**All-electron and pseudo 6s wave of La in a PAW dataset: predicting the outer rows**

The table holds $u = rR(r)$ of the 6s shell of a spherical La atom of charge +0.5 at thirteen radii up to the matching radius of 3 bohr, from atompaw with the PBE functional, scalar-relativistic. From the ten inner rows the program predicts the last three in three ways: the radial equation with an exponentially screened charge for the all-electron wave, an odd five-term polynomial for the pseudo wave, and a law starting at $(r_c - r)^5$ for their difference. The radial equation and the fifth-power law land inside their error bars, and a plain power measured from 2.7 bohr is low by 0.0003 at 2.538 bohr. The polynomial misses all three rows, by 0.049 at 3 bohr, its largest residual on the known rows being about twice the rounding that its bars assumed. Agreement of the two waves at the matching radius is built in and is no test of the dataset.

All-electron and pseudo 6s waves u(r) = rR(r) of La from a PAW dataset made with atompaw 4.2.0.5 (PBE, scalar-relativistic, polynomial scheme). The reference atom has the core [Kr] 4d10 and the valence 5s2 5p6 5d1 6s1.5 (charge +0.5). The matching radius is 2.7 bohr for 5s and 3 bohr for 6s, and the two waves are given the same sign outside it.

## Program and output

```python
# Table: u = r R(r) of La 6s (charge +0.5), all-electron and pseudo, atompaw PAW dataset, PBE, scalar-relativistic.
# Tested: radial equation for AE, odd polynomial for PS, (rc-r)^5 law for PS-AE; prediction of withheld rows.
T = {
    'radius': [0.231, 0.462, 0.692, 0.923, 1.154, 1.385, 1.615, 1.846, 2.077, 2.308, 2.538, 2.769, 3.0],  # bohr
    'all_electron_wave': [-0.1123, 0.1614, 0.0616, -0.1629, -0.2715, -0.2494, -0.1459, -0.0075, 0.1334, 0.2593, 0.3624, 0.442, 0.4992],  # bohr^(-1/2)
    'pseudo_wave': [-0.0886, -0.1638, -0.2138, -0.2309, -0.2109, -0.1549, -0.0691, 0.0377, 0.1532, 0.2652, 0.3633, 0.442, 0.4992],  # bohr^(-1/2)
}
HELD = [10, 11, 12]  # rows withheld from the fit
import numpy as np
from scipy.integrate import solve_ivp
from scipy.optimize import least_squares
from scipy.constants import physical_constants as pc
rt = np.array(T['radius'], float); ae = np.array(T['all_electron_wave'], float); ps = np.array(T['pseudo_wave'], float)
n = len(rt); rc = 3.0; rc5 = 2.7  # settings: radii of s wave 2 (6s) and s wave 1 (5s)
r = rc*np.arange(1, n+1)/n  # even grid assumed behind the rounded radii
E = -5.945/pc['Hartree energy in eV'][0]  # further result of the same run
H = list(HELD); K = [i for i in range(n) if i not in H]; D = ps-ae; h = r[1]-r[0]
f = lambda v, p=4: ' '.join('%.*f' % (p, a) for a in v)
print('waves in bohr^-1/2; rounding 0.00005, on PS-AE 0.0001; even grid vs table radii max %.4f bohr; E %.4f Ha' % (abs(r-rt).max(), E))
def nodes(u):
    return [r[i]-u[i]*h/(u[i+1]-u[i]) for i in K[:-1] if u[i]*u[i+1] < 0]
print('sampled nodes (linear interpolation, bohr): AE', f(nodes(ae), 2), '| PS', f(nodes(ps), 2))
print('PS-AE known rows:', f(D[K]))
print('steps known rows, last four: AE', f(np.diff(ae[K])[-4:]), '| PS', f(np.diff(ps[K])[-4:]))
print('crude sum h*u^2 known rows (AE unresolved): AE %.4f PS %.4f' % (h*(ae[K]**2).sum(), h*(ps[K]**2).sum()))
def wave(p, q, rr):
    g = lambda t, y: [y[1], -2*(E+(q+p[0]*np.exp(-t/p[1]))/t)*y[0]]
    return solve_ivp(g, (rr[0], rr[-1]), p[2:], t_eval=rr, rtol=1e-8, atol=1e-10).y[0]
print('Model 1: AE radial equation, Zeff = q + A exp(-r/b)')
P = []; R = []
for q in (0.5, 1.5):
    for s in (3, 4):
        k = K[s:]
        o = least_squares(lambda p: wave(p, q, r[k])-ae[k], [18, 0.8, ae[s], (ae[s+1]-ae[s-1])/(2*h)],
                          bounds=([1, 0.2, -2, -5], [200, 5, 2, 5]), diff_step=1e-5)
        u = wave(o.x, q, r[s:]); P.append(u[[i-s for i in H]]); R.append(np.sqrt((o.fun**2).mean()))
        print(' q %.1f from %.3f: A %.2f b %.3f rms %.4f worst %.4f pred %s' % (q, r[s], o.x[0], o.x[1], R[-1], abs(o.fun).max(), f(P[-1])))
        if q == 1.5 and s == 3:
            print('  left-out inner rows, model-AE inward:', f((wave(o.x, q, r[s::-1])-ae[s::-1])[1:]))
P = np.array(P); a1 = P.mean(0); b1 = np.ptp(P, axis=0)+2*max(R)
print('Model 2: PS = r * polynomial in r^2')
for m in (4, 6, 5):
    M = np.array([r*(r/rc)**(2*j) for j in range(m)]).T
    W = np.linalg.pinv(M[K]); c = W@ps[K]; res = M[K]@c-ps[K]
    p2 = M[H]@c; b2 = abs(M[H]@W).sum(1)*5e-5
    print(' %d terms: rms %.5f worst %.5f at %.3f pred %s bar %s' % (m, np.sqrt((res**2).mean()), abs(res).max(), r[K][abs(res).argmax()], f(p2), f(b2)))
print(' 5-term residuals:', f(res, 5))
k = K[-3:]; x = rc-r; x5 = rc5-r
ex = np.diff(np.log(D[k]))/np.diff(np.log(x[k])); ex5 = np.diff(np.log(D[k]))/np.diff(np.log(x5[k]))
print('Model 3: local exponents rc=3.0:', f(ex, 2), '| rc=2.7:', f(ex5, 2))
c1, c0 = np.polyfit(x[k], D[k]/x[k]**5, 1); dm = x**5*(c0+c1*x)
print(' D/x^5:', f(D[k]/x[k]**5), 'c0 %.4f c1 %.4f residuals' % (c0, c1), f((dm-D)[k], 5))
print(' left-out rows (far from rc) model-D:', f((dm-D)[K[:-3]]))
b3 = abs(D[k[-1]]*(x[H]/x[k[-1]])**ex[-1]-dm[H])+1e-4
sl, ic = np.polyfit(np.log(x5[k]), np.log(D[k]), 1); dr = np.exp(ic)*np.clip(x5[H], 0, None)**sl
print(' rival rc=2.7: power %.2f' % sl)
print('Predictions, then reveal')
def show(name, p, b, v, d=4):
    for j, i in enumerate(H):
        t = p[j]-v[i]
        print(' %s r %.3f pred %.*f +- %.*f computed %.4f miss %+.*f %s' % (name, rt[i], d, p[j], d, b[j], v[i], d, t, 'in' if abs(t) <= b[j] else 'OUT'))
show('AE model 1', a1, b1, ae)
show('PS model 2', p2, b2, ps)
show('AE 2 minus 3', p2-dm[H], b2+b3, ae)
show('gap model 3', dm[H], b3, D, 5)
show('gap rival', dr, np.full(len(H), 1e-4), D, 5)
show('AE plan range', [0.362, 0.441, 0.495], [0.004, 0.010, 0.020], ae)
print('revealed steps: AE', f(np.diff(ae)[-3:]), '| PS', f(np.diff(ps)[-3:]))
assert len(nodes(ps)) == 1 and len(nodes(ae)) == 3
assert D[k[0]] > D[k[1]] > D[k[2]] > 0
assert 3 < ex[0] < ex[1] < 5
```

Printed output:

```
waves in bohr^-1/2; rounding 0.00005, on PS-AE 0.0001; even grid vs table radii max 0.0005 bohr; E -0.2185 Ha
sampled nodes (linear interpolation, bohr): AE 0.33 0.76 1.86 | PS 1.76
PS-AE known rows: 0.0237 -0.3252 -0.2754 -0.0680 0.0606 0.0945 0.0768 0.0452 0.0198 0.0059
steps known rows, last four: AE 0.1035 0.1384 0.1409 0.1259 | PS 0.0858 0.1068 0.1155 0.1120
crude sum h*u^2 known rows (AE unresolved): AE 0.0718 PS 0.0697
Model 1: AE radial equation, Zeff = q + A exp(-r/b)
 q 0.5 from 0.923: A 16.03 b 1.010 rms 0.0004 worst 0.0006 pred 0.3679 0.4569 0.5296
 q 0.5 from 1.154: A 12.73 b 1.206 rms 0.0000 worst 0.0000 pred 0.3632 0.4446 0.5060
 q 1.5 from 0.923: A 18.35 b 0.773 rms 0.0002 worst 0.0003 pred 0.3625 0.4412 0.4961
  left-out inner rows, model-AE inward: -0.0040 0.0171 0.0398
 q 1.5 from 1.154: A 17.41 b 0.796 rms 0.0002 worst 0.0003 pred 0.3619 0.4397 0.4934
Model 2: PS = r * polynomial in r^2
 4 terms: rms 0.00024 worst 0.00036 at 1.615 pred 0.3701 0.4738 0.6030 bar 0.0007 0.0024 0.0061
 6 terms: rms 0.00006 worst 0.00011 at 1.385 pred 0.3634 0.4439 0.5180 bar 0.0057 0.0393 0.1679
 5 terms: rms 0.00006 worst 0.00011 at 0.692 pred 0.3611 0.4281 0.4502 bar 0.0018 0.0088 0.0296
 5-term residuals: 0.00003 0.00006 -0.00011 0.00003 0.00005 -0.00008 0.00009 -0.00006 0.00002 -0.00000
Model 3: local exponents rc=3.0: 3.70 4.21 | rc=2.7: 2.62 2.62
 D/x^5: 0.0221 0.0295 0.0371 c0 0.0596 c1 -0.0325 residuals -0.00004 0.00002 -0.00000
 left-out rows (far from rc) model-D: -4.9763 -2.0898 -0.7334 -0.2379 -0.0695 -0.0166 -0.0026
 rival rc=2.7: power 2.62
Predictions, then reveal
 AE model 1 r 2.538 pred 0.3639 +- 0.0067 computed 0.3624 miss +0.0015 in
 AE model 1 r 2.769 pred 0.4456 +- 0.0180 computed 0.4420 miss +0.0036 in
 AE model 1 r 3.000 pred 0.5063 +- 0.0370 computed 0.4992 miss +0.0071 in
 PS model 2 r 2.538 pred 0.3611 +- 0.0018 computed 0.3633 miss -0.0022 OUT
 PS model 2 r 2.769 pred 0.4281 +- 0.0088 computed 0.4420 miss -0.0139 OUT
 PS model 2 r 3.000 pred 0.4502 +- 0.0296 computed 0.4992 miss -0.0490 OUT
 AE 2 minus 3 r 2.538 pred 0.3602 +- 0.0020 computed 0.3624 miss -0.0022 OUT
 AE 2 minus 3 r 2.769 pred 0.4281 +- 0.0090 computed 0.4420 miss -0.0139 OUT
 AE 2 minus 3 r 3.000 pred 0.4502 +- 0.0297 computed 0.4992 miss -0.0490 OUT
 gap model 3 r 2.538 pred 0.00093 +- 0.00024 computed 0.0009 miss +0.00003 in
 gap model 3 r 2.769 pred 0.00003 +- 0.00012 computed 0.0000 miss +0.00003 in
 gap model 3 r 3.000 pred 0.00000 +- 0.00010 computed 0.0000 miss +0.00000 in
 gap rival r 2.538 pred 0.00058 +- 0.00010 computed 0.0009 miss -0.00032 OUT
 gap rival r 2.769 pred 0.00000 +- 0.00010 computed 0.0000 miss +0.00000 in
 gap rival r 3.000 pred 0.00000 +- 0.00010 computed 0.0000 miss +0.00000 in
 AE plan range r 2.538 pred 0.3620 +- 0.0040 computed 0.3624 miss -0.0004 in
 AE plan range r 2.769 pred 0.4410 +- 0.0100 computed 0.4420 miss -0.0010 in
 AE plan range r 3.000 pred 0.4950 +- 0.0200 computed 0.4992 miss -0.0042 in
revealed steps: AE 0.1031 0.0796 0.0572 | PS 0.0981 0.0787 0.0572
```
